Band gaps of zinc-blende ZnS under hydrostatic strain, computed with GPAW 26.7.0 using the PBE functional, PAW data sets (gpaw-data 1.2.1), a 600 eV plane-wave cutoff and a 9x9x9 k mesh, without spin polarisation or spin–orbit coupling. The gaps are taken from 80 points along the path Γ–X–W–K–Γ–L–U–W–L–K, U–X.

```
volume (Å³/atom)  shortest distance (Å)  gap on path (eV)  direct gap on path (eV)
          16.385                  2.200             2.909                    2.944
          17.453                  2.246             2.651                    2.651
          18.567                  2.293             2.371                    2.371
          19.141                  2.317             2.236                    2.236
          19.727                  2.340             2.104                    2.104
          20.325                  2.363             1.976                    1.976
          20.934                  2.387             1.851                    1.851
          22.190                  2.434             1.611                    1.611
          23.495                  2.480             1.384                    1.384
```

Compressing zinc-blende ZnS widens its band gap, and the table seems to show this as one smooth curve. Its two gap columns reveal a break. The gap on path is the smallest energy from any filled state to any empty state along the sampled lines of wave vectors. The direct gap on path requires both states to have the same wave vector. The two columns agree in eight rows and part only in the smallest cell, at 16.385 Å³/atom, where the gap on path is 2.909 eV and the direct gap is 2.944 eV. There the crystal has become an indirect semiconductor.

The smooth part follows from chemical bonding. In ZnS the direct gap lies at Γ, the centre of the Brillouin zone. The top filled state there is made mostly of sulfur p orbitals, while the lowest empty state is an antibonding mixture of zinc and sulfur s orbitals. Shorter bonds strengthen the s–s coupling and push this antibonding state up. The valence top is expected to respond less, because bonding with zinc p orbitals pulls it down while repulsion from the filled zinc 3d states pushes it up. A simple estimate makes the coupling between neighbouring orbitals proportional to 1/d², where d is the bond length, listed as the shortest distance.

Since d grows as the cube root of the volume V per atom, this gives a simple law for the direct gap, if the gap is also assumed to rise linearly with the coupling:

gap = A + B (V₀/V)^(2/3)

Here V₀ = 20.18 Å³/atom is the calculated volume at zero pressure. A and B were fitted to the eight larger cells, in which the gap is direct. For the smallest cell, which took no part in the fit, the volume factor is (20.18/16.385)^(2/3) = 1.149, so that

gap ≈ −4.399 eV + 6.405 eV × 1.149 ≈ 2.96 eV

This is about 0.015 eV above the calculated direct gap but 0.05 eV above the gap on path. The direct transition therefore stays close to its old course, and the gap on path leaves it. The law holds only over a limited range: its negative constant would give widely separated atoms a negative gap. A more flexible curve, quadratic in ln V and fitted to the same eight rows, comes within about 0.003 eV of the direct gap in the smallest cell. Measured from that curve, the break in the gap on path is about 0.04 eV.

A straight line in ln V would have hidden the break. Fitted to the same rows, it predicts 2.903 eV for the smallest cell, almost exactly the gap on path. The agreement is accidental. The direct gap climbs more steeply as the crystal shrinks, and the line lacks this curvature, so it falls short by about as much as the indirect gap lies below the direct one. The printed analysis after this text lists the deviations of the three curves from the gap on path side by side.

The break most likely comes from a second minimum of the conduction band, which in the smallest cell lies below the one at Γ. The two gap columns establish only that the highest filled and the lowest empty state now have different wave vectors. That the conduction minimum is the one that has moved, and that it lies at X, on the zone boundary, is argued from the known band structure of zinc-blende crystals. At Γ the zinc and sulfur s orbitals couple at full strength, so the antibonding state rises steeply on compression. At X the phases of the wave cancel this s–s coupling, and the state mixes s orbitals on one element with p orbitals on the other. Its distance from the valence top usually changes little under pressure, or even shrinks, so the rising Γ state eventually overtakes it. GaAs, another direct-gap zinc-blende crystal, turns indirect under pressure in the same way.

The table places the crossing between its first two rows. If the indirect gap does not grow on compression, as is usual for X, the range becomes much narrower. The indirect gap at the crossing must then be at least 2.909 eV, and the direct gap reaches that value at about 16.51 Å³/atom, or 22 GPa. The crossing would lie between this volume and the smallest cell.

That pressure belongs to a crystal held in the zinc-blende structure, since real ZnS changes to the rocksalt structure at roughly 15 GPa. The functional matters too. PBE gives a gap of about 2.0 eV at zero pressure, against a measured value of roughly 3.7 eV (a recalled figure). If its errors at Γ and X differ, the crossing moves.

For practical work, follow one transition at a time. Between the two smallest cells the direct gap changes by −4.6 eV per unit of ln V, whereas the gap on path gives −4.1 eV, a slope that belongs to neither transition because its two ends lie in different valleys. Near zero pressure the direct gap is the safe guide: a volume reduction of one per cent widens it by about 0.04 eV. Before fitting such a slope, compare the two gap columns and make sure that the sampled wave vectors include the zone boundary. The regular 9x9x9 mesh of these runs contains Γ but not X, and on it the smallest cell still appears to have a direct gap of 2.944 eV.

Numerical output:

```
fit of gap_on_path on 8 rows (vol > 17): constant -4.399 +/- 0.015, coefficient of u 6.405 +/- 0.015; rms 0.00225, worst 17.453 0.00424, leave-one-out rms 0.00376
  rows outside the fit (model, value, miss): 16.385 2.959, 2.909, 0.0495
fit of gap_on_path on 8 rows (vol > 17): constant 2.017 +/- 0.0041, coefficient of x -4.259 +/- 0.045; rms 0.00998, worst 17.453 -0.0166, leave-one-out rms 0.0166
  rows outside the fit (model, value, miss): 16.385 2.903, 2.909, -0.00569
fit of gap_on_path on 8 rows (vol > 17): constant 2.007 +/- 0.00021, coefficient of x -4.273 +/- 0.0017, coefficient of x2 1.167 +/- 0.017; rms 0.000334, worst 18.567 -0.000471, leave-one-out rms 0.00096
  rows outside the fit (model, value, miss): 16.385 2.947, 2.909, 0.0382
Slopes per unit ln V over the interval that ends at each row (eV), and prediction less path gap (eV):
     row  direct slope  path slope  inverse square        line   quadratic
  16.385           n/a         n/a         0.04955   -0.005692     0.03821
  17.453         -4.64      -4.086        0.004236    -0.01664   0.0003812
  18.567        -4.525      -4.525      -0.0008387  -0.0001841  -0.0004707
  19.141        -4.434      -4.434       -0.001858    0.005135  -0.0003913
  19.727        -4.377      -4.377       -0.001883    0.008694    0.000111
  20.325        -4.286      -4.286       -0.002039    0.009497  -2.094e-05
  20.934        -4.234      -4.234        -0.00125    0.008751   0.0003535
   22.19        -4.119      -4.119       0.0006629   0.0005759   0.0003589
  23.495        -3.972      -3.972         0.00297    -0.01582  -0.0003217
Volume at zero pressure, interpolated (Å³/atom): 20.18
Indirect gap below direct gap in the smallest cell (eV): 0.035
Inverse-square prediction less direct gap, smallest cell (eV): 0.01455
Straight-line prediction less direct gap, smallest cell (eV): -0.04069
Quadratic prediction less direct gap, smallest cell (eV): 0.003214
Volume where the direct gap equals the indirect gap of the smallest cell (Å³/atom): 16.51
Pressure at that volume, interpolated (GPa): 21.94
```
